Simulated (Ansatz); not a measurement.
## A series in volume per atom on Sr2O3

All results are calculated (Ansatz 0.2.0 development build). Equation of state of a cubic crystal from periodic Kohn-Sham density functional theory without spin; pressure corrected for the finite basis.

Cell of the first row (space group Pn-3m, No. 224):
```
CELL_PARAMETERS angstrom
5.68340 0.00000 0.00000
0.00000 5.68340 0.00000
0.00000 0.00000 5.68340
ATOMIC_POSITIONS crystal
Sr 0.25000 0.25000 0.25000
Sr 0.75000 0.75000 0.25000
Sr 0.75000 0.25000 0.75000
Sr 0.25000 0.75000 0.75000
O 0.50000 0.00000 0.00000
O 0.00000 0.50000 0.00000
O 0.00000 0.00000 0.50000
O 0.50000 0.50000 0.00000
O 0.50000 0.00000 0.50000
O 0.00000 0.50000 0.50000
```

Settings of every row: formula Sr2O3; structure type cubic X2O3; functional PBE; spin treatment none; k mesh 19x19x19; occupation method fermi-dirac; occupation width 0.061225619 eV; wave cutoff 420 eV; datasets soft-1 PAW; density cutoff ratio 4.

Limits: a cubic model structure, not a phase known at ambient conditions; no spin polarisation, a magnetic state may lie lower.

```csv
row,volume per atom (Å³),pressure (GPa),energy above lowest point (meV/atom)
1,18.358,4.354,15.09
2,18.748,2.746,6.47
3,19.139,1.3,1.56
4,19.53,?,?
5,19.92,-1.167,1.44
6,20.311,-2.218,5.59
7,20.701,-3.163,12.17
```

Question: what pressure should row 4 give?

Worked fit of pressure. Take u = (V_r/V)^(2/3) − 1 with V_r = 19.529 Å³ an atom, which is twice the finite (Eulerian) strain; such expansions in the strain, on which the Birch-Murnaghan equation of state is built, carry the rest volume and the bulk modulus. The shown rows have u = 0.04208, 0.02758, 0.01354, -0.01313, -0.02584, -0.03811. Least squares give pressure = 0.0027 + 92.314 × u + 252.63 × u² + 260 × u³ GPa; a parabola predicts inner rows, each left out in turn, worse (root mean square 0.0057 against 0.001 GPa). The rows lie off it by 0.000, 0.000, 0.000, -0.001, 0.000, 0.000. The pressure vanishes at u = -0.0000, or V = 19.53 Å³ an atom, and there the bulk modulus at fixed shape and fractions is B = −V dP/dV = (2/3)(1 + u) dP/du = 61.5 GPa. The withheld row has u = -3e-05, so the fit gives 0.0027 + 92.314 × (-3e-05) + 252.63 × (-3e-05)² + 260 × (-3e-05)³ = 0.000 GPa.

The calculation gave 0.001 GPa. The fit lies 0.001 GPa (100 % of the value, 0.013 % of the column's range) below it, one unit of the last digit.

The other values of row 4: energy above lowest point 0 meV/atom.
